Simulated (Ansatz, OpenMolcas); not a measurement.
How basis sets differ on C3H9BO3 (trimethyl borate)

The species is C3H9BO3 (16 atoms), meant as a singlet with charge 0. As SMILES, `COB(OC)OC`. Geometry: relaxed at PBE0-D4/def2-TZVP.

Each level gives the HOMO–LUMO gap (eV). The values are calculated.

```json
{"level": "HF/ANO-L-MB", "kind": "Hartree–Fock", "program": "OpenMolcas", "value (eV)": "18.07"}
{"level": "HF/ANO-R0 (sfX2C)", "kind": "Hartree–Fock", "program": "OpenMolcas", "value (eV)": "16.57"}
{"level": "HF/ANO-RCC-MB (DKH2)", "kind": "Hartree–Fock", "program": "OpenMolcas", "value (eV)": "19.00"}
{"level": "HF/STO-3G", "kind": "Hartree–Fock", "program": "Ansatz", "value (eV)": "19.80"}
{"level": "HF/3-21G", "kind": "Hartree–Fock", "program": "Ansatz", "value (eV)": "18.39"}
{"level": "HF/6-31G* (spherical functions)", "kind": "Hartree–Fock", "program": "OpenMolcas", "value (eV)": "18.63"}
```

The values span 16.57 to 19.80 eV. A Hartree–Fock LUMO above zero doesn't converge with the basis: it sinks as sets grow more diffuse. Orbital gaps aren't excitation energies.

The gap doesn't follow the number of basis functions. The minimal sets STO-3G, ANO-RCC-MB and ANO-L-MB fall on both sides of the split-valence results, and 6-31G* gives a slightly wider gap than the smaller 3-21G. The radial shape of the contracted functions therefore probably matters more than their count, especially for the empty level, which no variational energy criterion favours. Scalar relativity should barely touch the valence levels of such light atoms, so it is an unlikely main source of the low ANO-R0 value.

A wide gap in every set fits the bonding. The highest occupied levels of a borate ester are mainly oxygen lone pairs, while π donation from oxygen pushes the formally empty boron p orbital upwards. Hartree–Fock widens the gap further, because its virtual orbitals feel the field of all the electrons and so describe an added electron. With only the differences listed, the spread can't be divided between HOMO and LUMO shifts, nor can the LUMO be assigned to boron.
